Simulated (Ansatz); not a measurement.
V: energy change per atom and pressure as volume scale varies

All results are calculated (Ansatz 0.2.0). Plane-wave DFT, scalar-relativistic PAW made under PBE with cores redone for the functional, no dispersion; the given relaxed cell is scaled uniformly, energy at zero smearing counts from the unscaled cell, pressure at the given Fermi-Dirac smearing is positive in compression.

The cell before it is scaled or strained (space group Im-3m, No. 229):
```
cell vectors (Å)
  -1.5101     1.5101     1.5101
   1.5101    -1.5101     1.5101
   1.5101     1.5101    -1.5101
atoms (fractions of the cell vectors)
V   0.00000  0.00000  0.00000
```

Settings of every row: spin polarised yes; functional RPBE; wave cutoff 420 eV; smearing width 0.05 eV; k mesh 24x24x24.

Atom:
```csv
element,starting moment (Bohr magneton)
V,1
```

Limits: with one magnetic atom in the cell only parallel moments are possible.

```csv
row,volume scale,V (Å³/atom),energy change per atom (meV),pressure (GPa)
1,0.88,12.122,131.21,28.23
2,0.92,12.673,54.47,17
3,0.96,13.224,12.78,7.75
4,1.04,14.326,11.02,-6.11
5,1.08,14.877,41.58,-11.26
6,1.12,15.427,?,?
```

Largest site moment is 0 Bohr magneton in every row.

Question: what energy change per atom and pressure should row 6 give?

Worked fit of energy change per atom. Take u = (V_r/V)^(2/3) − 1 with V_r = 13.224 Å³ an atom, which is twice the finite (Eulerian) strain; such expansions in the strain, on which the Birch-Murnaghan equation of state is built, carry the rest volume and the bulk modulus. The shown rows have u = 0.05972, 0.02878, 0, -0.05196, -0.07552. Least squares give energy change per atom = 12.803 + 940.05 × u + 17478.7 × u² meV; a straight line predicts inner rows, each left out in turn, worse (root mean square 36 against 0.18 meV). The rows lie off it by -0.07, 0.13, -0.02, -0.13, 0.08 (root mean square 0.095 meV). Its lowest point lies at u = -0.0269, or V = 13.78 Å³ an atom, and the curvature there gives the bulk modulus at fixed shape and fractions, B = (4/9)(1 + u)² E″(u)/V = 171 GPa. The withheld row has u = -0.09762, so the fit gives 12.803 + 940.05 × (-0.09762) + 17478.7 × (-0.09762)² = 87.60 meV.

The calculation gave 88.17 meV. The fit lies 0.57 meV (0.47 % of the column's range) below it; its largest miss of a shown row is 0.13 meV. This row lies beyond the range of the fit.

Worked fit of pressure. Take u = (V_r/V)^(2/3) − 1 with V_r = 13.224 Å³ an atom, which is twice the finite (Eulerian) strain; such expansions in the strain, on which the Birch-Murnaghan equation of state is built, carry the rest volume and the bulk modulus. The shown rows have u = 0.05972, 0.02878, 0, -0.05196, -0.07552. Least squares give pressure = 7.755 + 302.43 × u + 673.8 × u² GPa; a straight line predicts inner rows, each left out in turn, worse (root mean square 1.4 against 0.033 GPa). The rows lie off it by 0.01, -0.02, 0.00, 0.03, -0.02. The pressure vanishes at u = -0.0273, or V = 13.78 Å³ an atom, and there the bulk modulus at fixed shape and fractions is B = −V dP/dV = (2/3)(1 + u) dP/du = 172 GPa. The withheld row has u = -0.09762, so the fit gives 7.755 + 302.43 × (-0.09762) + 673.8 × (-0.09762)² = -15.35 GPa.

The calculation gave -15.48 GPa. The fit lies 0.13 GPa (0.3 % of the column's range) above it; its largest miss of a shown row is 0.03 GPa. This row lies beyond the range of the fit.
